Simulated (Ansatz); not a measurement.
# Breaking a bond in AlH2I (SMILES [H][Al]([H])[I])

The species is AlH2I (4 atoms), meant as a singlet with charge 0. SMILES: `[H][Al]([H])[I]`. The shape comes from GFN2-xTB, which is rough for such elements, and wasn't checked as a minimum.

```tsv
atom	x (Å)	y (Å)	z (Å)
Al	0.1134	0.1896	0.0013
H	1.6492	0.2169	0.0106
H	-0.5891	1.5553	-0.0222
I	-1.1735	-1.9618	0.0104
```

The Al1–I4 distance is scanned; the parts on either side stay rigid. Basis STO-3G, 23 core orbitals frozen in the correlated methods; program Ansatz 0.2.0. FCI is exact within this basis and core. Energies in eV from each method's value at 2.507 Å; methods without a U are spin-restricted. The shape above is that at 2.507 Å.

| distance (Å) | SVWN5 | PBE0 | r2SCAN0 | CCSDT(Q) | FCI |
| --- | --- | --- | --- | --- | --- |
| 2.507 | 0.00 | 0.00 | 0.00 | 0.00 | 0.00 |
| 3.134 | 1.98 | 2.04 | 2.10 | 2.08 | 2.08 |
| 3.761 | 3.98 | 4.16 | 4.28 | 4.18 | 4.18 |
| 5.014 | 5.47 | 5.81 | 5.97 | 5.06 | 4.99 |
| 6.268 | 5.66 | 6.12 | 6.28 | 5.07 | 4.99 |

Departure from the FCI curve at its largest: SVWN5 +0.67 eV at 6.27 Å; PBE0 +1.12 eV at 6.27 Å; r2SCAN0 +1.28 eV at 6.27 Å; CCSDT(Q) +0.07 eV at 6.27 Å. Restricted functionals keep the electrons paired too, and rise too high.

The exact curve is flat between the last two distances, as expected once the polar Al–I σ bond has given way to two neutral radicals, AlH2 and I, with their spins coupled to a singlet. Describing that limit takes the σ² and σ*² configurations with similar weight. A single doubly occupied σ orbital instead retains ionic fragment terms, whose cost persists at long range, so the functionals are still climbing where FCI has levelled off. SVWN5 ends closest to FCI of the three, probably because local exchange mimics part of the missing static correlation, but it lies below FCI at 3.134 and 3.761 Å, so its smaller final error isn't a sign of a better curve. CCSDT(Q) recovers nearly all of the pair's recoupling with the other valence electrons, leaving only a small excess at long range. The FCI plateau of 4.99 eV is well above the usual strength of an Al–I bond, probably because the minimal basis describes the bonded molecule and the separated fragments unevenly.
